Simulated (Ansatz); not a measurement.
## Hf: the change of energy above lowest point with volume scale

Free energy against uniform scaling of the volume at fixed shape and fractions; periodic cell, basis, potentials, k mesh and filling as listed. The results are calculated, by Ansatz 0.2.0.

The cell before it is scaled or strained (space group P6_3/mmc, No. 194):
```
CELL_PARAMETERS angstrom
3.19670 0.00000 0.00000
-1.59830 2.76840 0.00000
0.00000 0.00000 5.05780
ATOMIC_POSITIONS crystal
Hf 0.33333 0.66667 0.25000
Hf 0.66667 0.33333 0.75000
```

Settings of every row: functional LDA; dispersion none; potentials PAW; wave cutoff 500 eV; density cutoff 2000 eV; k mesh 8x8x5; k shift 0x0x0; occupations cold; smearing width 0.1 eV; spin none.

Limits: coarse k mesh, up to 40 meV an atom off; minimum outside the range; no spin-orbit coupling, which can matter with elements this heavy.

| row | volume scale | V (Å³/atom) | energy above lowest point (meV/atom) |
| --- | --- | --- | --- |
| 1 | 0.94 | 21.037 | 0 |
| 2 | 0.96 | 21.485 | 5.8 |
| 3 | 0.98 | 21.933 | 18.1 |
| 4 | 1 | 22.38 | ? |
| 5 | 1.02 | 22.828 | 59.7 |
| 6 | 1.04 | 23.275 | 88 |
| 7 | 1.06 | 23.723 | 120.7 |

Question: what energy above lowest point should row 4 give?

Worked fit of energy above lowest point. Take u = (V_r/V)^(2/3) − 1 with V_r = 22.38 Å³ an atom, which is twice the finite (Eulerian) strain; such expansions in the strain, on which the Birch-Murnaghan equation of state is built, carry the rest volume and the bulk modulus. The shown rows have u = 0.04212, 0.02758, 0.01354, -0.01313, -0.0258, -0.03811. Least squares give energy above lowest point = 36.22 − 1567.3 × u + 16928 × u² − 3132 × u³ meV/atom; a parabola predicts inner rows, each left out in turn, worse (root mean square 0.08 against 0.036 meV/atom). All shown rows lie on it to the printed digit. The withheld row has u = 0, so the fit gives 36.22 − 1567.3 × (0) + 16928 × (0)² − 3132 × (0)³ = 36.2 meV/atom.

The calculation gave 36.2 meV/atom. The fit meets it to the printed digit.
